HgP in the zincblende structure is a metal in this calculation: the density of states runs straight through the Fermi level without a gap. The reason is a shortage of one electron per formula unit. Mercury brings two valence electrons (6s²) and phosphorus five (3s²3p³), which makes seven, while a zincblende compound needs eight to fill its valence bands. The valence band therefore ends somewhere above the Fermi level, in empty states. How do these states thin out towards the top of the band, and how far up does it lie?

Density of states of zincblende HgP (space group F-43m, 2 atoms per cell, 24.09 Å³/atom) at its relaxed cell, computed with Ansatz 0.2.0 using plane-wave PAW and PBEsol, scalar-relativistic and without spin polarisation. The cutoff is 420 eV, the k mesh 10 × 10 × 10 and the Gaussian smearing of the occupations 0.05 eV; s, p and d are summed over both atoms.

```
energy from the Fermi level (eV)  total (states/(eV cell))  s (states/(eV cell))  p (states/(eV cell))  d (states/(eV cell))
                            -5.3                      0.05                  0.01                  0.02                  0.01
                            -5.0                      0.91                  0.34                  0.37                  0.18
                            -4.7                      1.50                  0.55                  0.57                  0.35
                            -4.4                      0.82                  0.30                  0.31                  0.19
                            -4.1                      0.62                  0.23                  0.24                  0.14
                            -3.8                      0.50                  0.19                  0.19                  0.10
                            -3.5                      0.41                  0.15                  0.16                  0.08
                            -3.2                      0.34                  0.13                  0.13                  0.07
                            -2.9                      0.29                  0.11                  0.11                  0.05
                            -2.6                      0.24                  0.09                  0.10                  0.04
                            -2.3                      1.12                  0.10                  0.85                  0.10
                            -2.0                      1.18                  0.10                  0.90                  0.11
                            -1.7                      1.14                  0.09                  0.87                  0.11
                            -1.4                      1.56                  0.08                  1.25                  0.14
                            -1.1                      1.53                  0.07                  1.22                  0.14
                            -0.8                      1.48                  0.06                  1.18                  0.14
                            -0.5                      1.42                  0.05                  1.14                  0.13
                            -0.2                      1.38                  0.04                  1.11                  0.13
                             0.1                      1.34                  0.03                  1.10                  0.13
                             0.4                      0.90                  0.02                  0.73                  0.09
                             0.7                      0.59                  0.01                  0.48                  0.06
                             1.0                         ?                     ?                     ?                     ?
                             1.3                         ?                     ?                     ?                     ?
                             1.6                         ?                     ?                     ?                     ?
```

Each row gives the number of states per eV and cell, averaged over 0.3 eV around the stated energy. The column total counts all of them; s, p and d give the parts with that orbital character, summed over both atoms. Energies are measured from the Fermi level, so rows with positive energy hold the empty states.

**Where the electrons sit**

In zincblende every atom has four neighbours of the other kind, and there are four valence bands, each with room for two electrons. The deepest is mainly P 3s and lies below the energies of the table. It takes two of the seven electrons. (The filled Hg 5d bands also lie below the table and aren't part of this count.) Five remain for the other three bands, which have room for six.

The table bears this out: its rows up to the Fermi level add up to 5.0 electrons. From −5.0 to −2.6 eV, s and p weights are nearly equal, as expected for a band that bonds Hg 6s to P 3p. At −2.3 eV the p weight jumps from 0.10 to 0.85, because a second band begins there; the smaller step at −1.4 eV fits the start of the third. These two are mostly P 3p. The table's sum over both atoms can't show this, but the run's projection on single atoms can: the only p shell it includes for Hg is the full 5p, which lies far deeper.

The empty states belong to the same p-like bands. Between −0.2 and 0.7 eV, p makes up about four fifths of the total and d about a tenth, while s fades to 0.01. Symmetry gives one reason for the fading. The top of the valence band normally lies at the zone centre, where the tetrahedral surroundings let p mix with d but not with s.

**Counting what is left**

The obvious way to continue the series is to draw a straight line through the last two known rows. It gives 0.28 at 1.0 eV and falls below zero by 1.3 eV. The bands would then end before they had room for six electrons. The electron count is the better guide, since it fixes the area under the curve whatever its shape.

The known totals add up to 19.32 states/(eV cell). Multiplied by the row width of 0.3 eV, this is 5.796 states, so the area still to come above 0.85 eV is

6 − 5.796 = 0.204 states per cell.

To spread this area over energy, take the simplest band top, a parabolic one. Its density of states D falls as the square root of the distance to the top:

D(E) = A √(E_top − E)

Here E is the energy, E_top the top of the band and A a constant. Two conditions fix A and E_top: the curve must pass through 0.59 at 0.7 eV, and its area above 0.85 eV must be 0.204. They give E_top = 1.43 eV and A = 0.69. The row at 1.0 eV covers 0.85 to 1.15 eV, which lie 0.58 and 0.28 eV below the top, so its average is

(2/3) × 0.69 × (0.58^1.5 − 0.28^1.5) / 0.3 ≈ 0.45 states/(eV cell).

The same step for the other rows completes the forecast of the total, in states/(eV cell):

1.0 eV: 0.45, range 0.35 to 0.55
1.3 eV: 0.23, range 0.13 to 0.33
1.6 eV: 0.00, range 0 to 0.10

The ranges are a judgement. They allow for a different shape of the edge, for the finite mesh of k points and for a few conduction states that may overlap the valence top. The character should stay as it is, with p at about four fifths of the total, d at about a tenth and s at 0.02 or less.

The withheld rows as computed:

```
energy from the Fermi level (eV)  total (states/(eV cell))  s (states/(eV cell))  p (states/(eV cell))  d (states/(eV cell))
                             1.0                      0.40                  0.01                  0.33                  0.04
                             1.3                      0.24                  0.00                  0.20                  0.03
                             1.6                      0.05                  0.00                  0.04                  0.00
```

**What the count got right, and the parabola did not**

All three totals fall within their ranges. The three rows together hold 0.207 states, against 0.204 from the count. That is what one expects if the three bands end within these rows and hardly any conduction states overlap them. The straight-line continuation would have given 0.28 at 1.0 eV, where the calculation has 0.40.

The shape is less well caught. The parabola puts 0.05 too much into the row at 1.0 eV, about an eighth of the computed value, and nothing at 1.6 eV, where 0.05 is found. A straight ramp with the same area and the same value at 0.7 eV gives 0.41, 0.22 and 0.05. It comes closer at 1.0 and 1.6 eV, though not at 1.3 eV. The computed edge is thus less abrupt than this parabola.

A likely reason is that the parabola was tied to a point too far from the top. A band is parabolic only close to its maximum. Further down it usually falls less steeply than the parabola, which raises the density of states there. A curve forced through that high value is too full near the top and uses up its area too early. The band energies of the same run agree with this. They put the top at 1.667 eV, at the zone centre, almost 1 eV above the fitted point and well above the end of the parabola. On the first line of k points away from the centre, the upper pair of bands falls by 0.06 eV in one step and by 0.81 eV in four, where a parabola would fall by about 1.0 eV. The mesh of k points may also soften the edge, since only a few of its points lie so close to the zone centre; a denser mesh would test that.

The orbital character stays as forecast. Four fifths of the computed totals would be 0.32, 0.19 and 0.04, and the p column has 0.33, 0.20 and 0.04. The d part is about a tenth at 1.0 and 1.3 eV; at 1.6 eV it is too small to judge after rounding. The s weight is at most 0.01, yet the band energies do show an s-like level here. It lies at 1.393 eV at the zone centre, below the p-like top, whereas in most zincblende semiconductors it lies above and often forms the bottom of the conduction band. Its band is so steep that it adds very few states, which is why the table hides it.

**What to do about it**

Treat this phase as a metal, not as a doped semiconductor. One hole per cell of 48 Å³ is about 2 × 10²² holes per cm³. Even heavy doping with 10²⁰ donors per cm³ would fill only half a per cent of them. To fill them all takes one more electron per formula unit, as when sulfur replaces all the phosphorus. Even then a gap need not open. With the order of levels found here, the p-like top is shared between filled and empty bands, which touch at the zone centre. Functionals such as PBEsol tend to put the s-like level too low, though, so the order should be checked with a hybrid functional.

Before the Fermi level of HgP is used for anything, repeat the run with spin polarisation and with spin–orbit coupling. An odd number of electrons can lead to a magnetic state, which this calculation did not allow, and spin–orbit coupling can split the p-like bands near their top. Compare other structures too: zincblende isn't marked as the measured structure of HgP, and its stability wasn't tested here. Phosphides often make up for too few electrons by forming P–P bonds, and zincblende keeps the P atoms about 4 Å apart.

For other compounds, carry over the order of work: count the electrons, find the area that remains, and only then choose a shape for the edge. The count needs a group of bands that hardly overlaps its neighbours in energy. The printed analysis below lists the forecasts beside the computed values.

Output of the analysis:

```
electrons from the lowest row up to the Fermi level: 5.014
empty states between the Fermi level and 0.85 eV: 0.782
states still missing above 0.85 eV: 0.204
p share of the total, rows -0.2 to 0.7 eV: 0.8124
d share of the total, rows -0.2 to 0.7 eV: 0.09739
ratio of s to p weight, rows below -2.5 eV: 0.9545
top of the parabolic edge in eV: 1.432
straight line through the last two known rows, at 1.0 eV: 0.28
forecast of the total at 1.0, 1.3, 1.6 eV: 0.4508, 0.2291, 0
lower end of the range: 0.3508, 0.1291, 0
upper end of the range: 0.5508, 0.3291, 0.1
rival ramp at 1.0, 1.3, 1.6 eV: 0.4072, 0.2244, 0.04839
computed total at 1.0, 1.3, 1.6 eV: 0.4, 0.24, 0.05
miss, forecast less computed: 0.05084, -0.01089, -0.05
forecast of p at 1.0, 1.3, 1.6 eV: 0.3662, 0.1861, 0
states computed in the three withheld rows: 0.207
```
